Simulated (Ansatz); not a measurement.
## Pd: pressure and energy change per atom as volume scale varies

Results calculated with Ansatz 0.2.0, not measured. Plane-wave DFT, scalar-relativistic PAW made under PBE with cores redone for the functional, no dispersion; the given relaxed cell is scaled uniformly, energy at zero smearing counts from the unscaled cell, pressure at the given Fermi-Dirac smearing is positive in compression.

The cell before it is scaled or strained (space group Pm-3m, No. 221):
```
CELL_PARAMETERS angstrom
2.66910 0.00000 0.00000
0.00000 2.66910 0.00000
0.00000 0.00000 2.66910
ATOMIC_POSITIONS crystal
Pd 0.00000 0.00000 0.00000
```

Settings of every row: spin polarised yes; functional BLYP; wave cutoff 420 eV; smearing width 0.05 eV; k mesh 13x13x13.

Atom:
| element | starting moment (Bohr magneton) |
| --- | --- |
| Pd | 0.5 |

Limits: search for a lower magnetic state is off; the cell comes from a prototype or a list of computed structures and needn't be the stable phase.

| row | volume scale | V (Å³/atom) | pressure (GPa) | energy change per atom (meV) |
| --- | --- | --- | --- | --- |
| 1 | 0.88 | 16.733 | 17.75 | 107.64 |
| 2 | 0.92 | 17.494 | 10.18 | 42.42 |
| 3 | 0.96 | 18.254 | ? | ? |
| 4 | 1.04 | 19.776 | -3.67 | 9.93 |
| 5 | 1.08 | 20.536 | -6.29 | 34.11 |
| 6 | 1.12 | 21.297 | -8.28 | 68.97 |

Largest site moment is 0 Bohr magneton in every row.

Question: what pressure and energy change per atom should row 3 give?

Worked fit of pressure. Take u = (V_r/V)^(2/3) − 1 with V_r = 19.776 Å³ an atom, which is twice the finite (Eulerian) strain; such expansions in the strain, on which the Birch-Murnaghan equation of state is built, carry the rest volume and the bulk modulus. The shown rows have u = 0.11783, 0.08517, 0, -0.02483, -0.0482. Least squares give pressure = −3.715 + 119.088 × u + 531.04 × u² GPa; a straight line predicts inner rows, each left out in turn, worse (root mean square 1.5 against 0.14 GPa). The rows lie off it by 0.06, -0.10, 0.04, 0.05, -0.06 (root mean square 0.065 GPa). The withheld row has u = 0.05484, so the fit gives −3.715 + 119.088 × (0.05484) + 531.04 × (0.05484)² = 4.41 GPa.

The calculation gave 4.31 GPa. The fit lies 0.10 GPa (2.3 % of the value, 0.38 % of the column's range) above it; its largest miss of a shown row is 0.10 GPa.

Worked fit of energy change per atom. Take u = (V_r/V)^(2/3) − 1 with V_r = 19.776 Å³ an atom, which is twice the finite (Eulerian) strain; such expansions in the strain, on which the Birch-Murnaghan equation of state is built, carry the rest volume and the bulk modulus. The shown rows have u = 0.11783, 0.08517, 0, -0.02483, -0.0482. Least squares give energy change per atom = 9.001 − 659.092 × u + 12614.48 × u² meV; a straight line predicts inner rows, each left out in turn, worse (root mean square 36 against 2.7 meV). The rows lie off it by 1.16, -1.95, 0.93, 0.97, -1.11 (root mean square 1.3 meV). The withheld row has u = 0.05484, so the fit gives 9.001 − 659.092 × (0.05484) + 12614.48 × (0.05484)² = 10.79 meV.

The calculation gave 8.91 meV. The fit lies 1.88 meV (21 % of the value, 1.9 % of the column's range) above it; its largest miss of a shown row is 1.95 meV.
